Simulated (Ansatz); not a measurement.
**Ligand exchange: GeH2(CH3)Cl + CH2ClI → GeH3(CH3) + CHCl2I**

Species: GeH2(CH3)Cl, singlet; CH2ClI `ClCI`, singlet; GeH3(CH3) (methyl germane), singlet; CHCl2I (dichloroiodomethane) `ClC(Cl)I`, singlet. The partners trade Cl for H: Ge–Cl and C–H bonds give way to Ge–H and C–Cl.

Shapes, held fixed at every level: PBE0-D4/def2-TZVP. Programs: Ansatz 0.2.0. The zero-point and thermal change to 298 K, harmonic and unscaled (PBE0-D4/def2-TZVP), is -9.5 kJ/mol.

(1) Estimate ΔH(298 K) of this reaction.

Results:

(1) The highest level, CCSD(T)/def2-TZVPP, gives ΔH(298 K) = +155.9 kJ/mol; the levels span +134.9 to +160.9. The column of differences is taken from that level and isn't an error. No measured value is set beside it here. For atoms past krypton def2 sets carry core potentials with scalar relativity. Relativity is left out for Ge. Outer-core shells of Ge, I are correlated in most correlated rows, in sets that cover them unevenly. Times are processor times on shared x86 and Arm servers, and rough.

```
                level                   kind  ΔH(298 K) (kJ/mol)  less CCSD(T)/def2-TZVPP  CPU time (sum over the molecules)
     SPW92/def2-TZVPP                    LDA              +134.9                    -21.0                              9.7 s
    PBE-D4/def2-TZVPP                    GGA              +143.7                    -12.2                               19 s
   PBE0-D4/def2-TZVPP          global hybrid              +154.2                     -1.7                               23 s
r2SCAN0-D4/def2-TZVPP          global hybrid              +160.9                     +5.0                               41 s
    B2PLYP/def2-TZVPP          double hybrid              +157.7                     +1.8                               43 s
      CCSD/def2-TZVPP  coupled cluster or CI              +160.9                     +5.0                                  –
   CCSD(T)/def2-TZVPP  coupled cluster or CI              +155.9                      0.0                            5.2 min
```

The exchange is strongly endothermic at every level, so chlorine prefers germanium and hydrogen prefers carbon. Germanium is the more electropositive partner, and its bond to chlorine is strong and highly polar, whereas its bond to hydrogen is comparatively weak. On carbon the order is reversed, with C–H stronger than C–Cl, so both halves of the trade cost energy. Crowding a third halogen onto the same carbon probably adds a little to this. The negative zero-point and thermal term fits the replacement of stiff C–H motions by softer Ge–H ones.

The LDA and GGA values are the lowest, perhaps because they describe the balance between polar and nearly covalent bonds less evenly, while perturbative triples bring the CCSD value down from +160.9 to +155.9 kJ/mol. With two molecules on each side, entropy is unlikely to overturn the preference, so the reverse reaction, reduction of the C–Cl bond by the germane, is the downhill one. That doesn't make it the favoured pathway in practice, since the weaker C–I bond would normally be attacked first under radical conditions.
